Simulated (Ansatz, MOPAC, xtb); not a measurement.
# C2F3N (cyanotrifluoromethane): the zero-point energy at each level's own minimum, rung by rung

C2F3N, singlet, SMILES `N#CC(F)(F)F`. Each level relaxes the structure for itself.

Each level gives the zero-point energy at each level's own minimum (kJ/mol). The values are calculated.

| level | kind | program | value (kJ/mol) |
| --- | --- | --- | --- |
| GFN1-xTB | semi-empirical | xtb | 56.4 |
| PM3 | semi-empirical | MOPAC | 66.2 |
| PM6-DH2X | semi-empirical | MOPAC | 61.1 |
| PM7 | semi-empirical | MOPAC | 64.2 |
| HF/STO-3G | Hartree–Fock | Ansatz | 66.3 |
| HF/3-21G | Hartree–Fock | Ansatz | 66.7 |
| HF/6-31G* (Cartesian functions) | Hartree–Fock | Ansatz | 67.0 |
| PBE/def2-SVP | GGA | Ansatz | 58.0 |
| PBE0-D4/def2-TZVP | global hybrid | Ansatz | 60.4 |
| B3LYP/6-31G* (Cartesian functions) | global hybrid | Ansatz | 59.8 |

Harmonic and unscaled. The values span 56.4 to 67.0 kJ/mol.

The clearest separation is between Hartree–Fock, at 66.3 to 67.0 kJ/mol, and the density functionals, at 58.0 to 60.4 kJ/mol. The cleanest comparison is in the shared 6-31G* basis, where the value falls from 67.0 with Hartree–Fock to 59.8 with B3LYP. Hartree–Fock omits the correlation that mixes antibonding character into the wavefunction, so it makes bonds too short and too stiff, notably the C≡N triple bond and the polar C–F bonds. With no hydrogen present, the zero-point energy comes entirely from heavy-atom stretches and bends, and this stiffness carries straight into the total. PBE lies below both hybrids, as expected when exact exchange is absent, though the change of basis may contribute.

The near-constancy of the Hartree–Fock values probably reflects some cancellation between modes, and is no sign that the minimal basis describes the force field well. The semi-empirical values follow no common pattern: PM3 falls close to Hartree–Fock, PM6-DH2X close to the hybrids, and GFN1-xTB below every other level. Agreement in the total doesn't establish agreement in the individual frequencies.
